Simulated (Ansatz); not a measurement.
## Ligand exchange: KBr + GaH2(CH3) → CH3K + GaH2Br

Species: KBr, singlet; GaH2(CH3), singlet; CH3K `[CH3][K]`, singlet; GaH2Br `[GaH2][Br]`, singlet. The partners trade Br for CH3: K–Br and Ga–CH3 bonds give way to K–CH3 and Ga–Br.

Shapes, held fixed at every level: PBE0-D4/def2-TZVP. Programs: Ansatz 0.2.0. Electronic energies: no zero-point or thermal term.

| level | kind | ΔE (kJ/mol) | less CCSD(T)/def2-TZVPP |
| --- | --- | --- | --- |
| PBE-D4/def2-TZVPP | GGA | +163.1 | -18.7 |
| B3LYP-D4/def2-TZVPP | global hybrid | +174.9 | -6.9 |
| wB97M-V/def2-TZVPP | range-separated hybrid | +183.4 | +1.6 |
| MP2/def2-TZVPP | perturbation theory | +184.5 | +2.7 |
| CCSD(T)/def2-SVP | coupled cluster or CI | +185.1 | +3.3 |
| CCSD/def2-SVP | coupled cluster or CI | +190.0 | +8.2 |
| CCSD/def2-TZVPP | coupled cluster or CI | +187.0 | +5.2 |
| CCSD(T)/def2-TZVPP | coupled cluster or CI | +181.8 | 0.0 |

The highest level, CCSD(T)/def2-TZVPP, gives ΔE = +181.8 kJ/mol; the levels span +163.1 to +190.0. The column of differences is taken from that level and isn't an error. No measured value is set beside it here. Relativity is left out for Br, Ga unless named. Correlated rows may include outer-core shells of Br, Ga, K, which these sets cover unevenly.

Exchange is strongly uphill at every level, so bromide belongs on potassium and methyl on gallium. The main reason is the contrast between an ionic and a more covalent metal–ligand bond. Potassium gives up its valence electron easily but offers little covalent overlap, so its bond depends on how well the partner carries negative charge. Bromine does this far better than methyl, whose carbanion is poorly stabilised. Gallium binds both ligands with substantial covalency, and the gain from forming Ga–Br cannot repay the loss of K–Br. The reverse reaction is the familiar salt metathesis, in which a polar organometallic alkylates a gallium halide.

The spread between methods affects the size of this preference, not its direction. PBE gives the smallest endothermicity, at +163.1 kJ/mol, possibly because it overstabilises the diffuse, carbanion-like charge in methylpotassium. Triples lower the coupled-cluster value in both basis sets, but only modestly. These energies for isolated molecules do not establish the driving force in solution or the solid, where both potassium compounds aggregate.
